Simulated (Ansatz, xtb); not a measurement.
# Ligand exchange: C2H4Cl2 + SiH2(CH3)F → C2H4ClF + SiH2(CH3)Cl

Gas-phase species: C2H4Cl2 (1,1-dichloroethane) `CC(Cl)Cl`, singlet; SiH2(CH3)F, singlet; C2H4ClF (1-chloro-1-fluoroethane) `CC(F)Cl`, singlet; SiH2(CH3)Cl ((chlorosilyl)methane), singlet. The partners trade Cl for F: C–Cl and Si–F bonds give way to C–F and Si–Cl.

Shapes, held fixed at every level: PBE0-D4/def2-TZVP. Programs: Ansatz 0.2.0, xtb 6.7.1. The zero-point and thermal change to 298 K, harmonic and unscaled (PBE0-D4/def2-TZVP), is +1.0 kJ/mol.

**Question.** Estimate ΔH(298 K) of this reaction.

**Answer.** The highest level, CCSD(T)/CBS estimate, gives ΔH(298 K) = +43.6 kJ/mol; the levels span +8.2 to +43.6. The column of differences is taken from that level and isn't an error. No measured value is set beside it here. The CBS estimate extrapolates MP2 from def2-TZVPP and def2-QZVPP and adds CCSD(T) − MP2 in the triple-zeta set, cores frozen. CCSD(T)/CBS estimate lies outside the range of the other correlated levels here, so it shouldn't be taken on trust.

| level | kind | ΔH(298 K) (kJ/mol) | less CCSD(T)/CBS estimate |
| --- | --- | --- | --- |
| GFN1-xTB | semi-empirical | +12.2 | -31.4 |
| HF/def2-SVP | Hartree–Fock | +8.2 | -35.4 |
| HF/def2-TZVPP | Hartree–Fock | +30.7 | -12.9 |
| SPW92/def2-TZVPP | LDA | +29.4 | -14.2 |
| BHLYP-D4/def2-TZVPP | global hybrid | +35.2 | -8.4 |
| r2SCAN0-D4/def2-TZVPP | global hybrid | +31.7 | -11.9 |
| wB97M-V/def2-TZVPP | range-separated hybrid | +33.9 | -9.7 |
| CCSD/def2-TZVPP | coupled cluster or CI | +39.3 | -4.3 |
| CCSD(T)/CBS estimate | coupled cluster or CI | +43.6 | 0.0 |

Every level makes the exchange endothermic, so fluorine prefers silicon and chlorine is left on carbon. Both elements bind fluorine more strongly than chlorine, but the preference is much greater at silicon. Silicon is the more electropositive partner, and the Si–F bond gains from strong charge separation and from donation of fluorine lone pairs into σ* orbitals on silicon. The C–F bond formed in exchange recovers only part of that loss, even with the anomeric stabilisation that fluorine and chlorine on the same carbon should provide.

Within Hartree–Fock, the larger basis raises the value from +8.2 to +30.7 kJ/mol, probably because the small set describes the polarised Si–F bond poorly. In that same larger basis, CCSD gives +39.3 kJ/mol, so correlation adds to the cost but doesn't create it. The direction of the exchange is therefore better supported than its exact enthalpy. With two molecules on each side, the entropy change should be small, which suggests that the gas-phase equilibrium favours the reactants at room temperature.
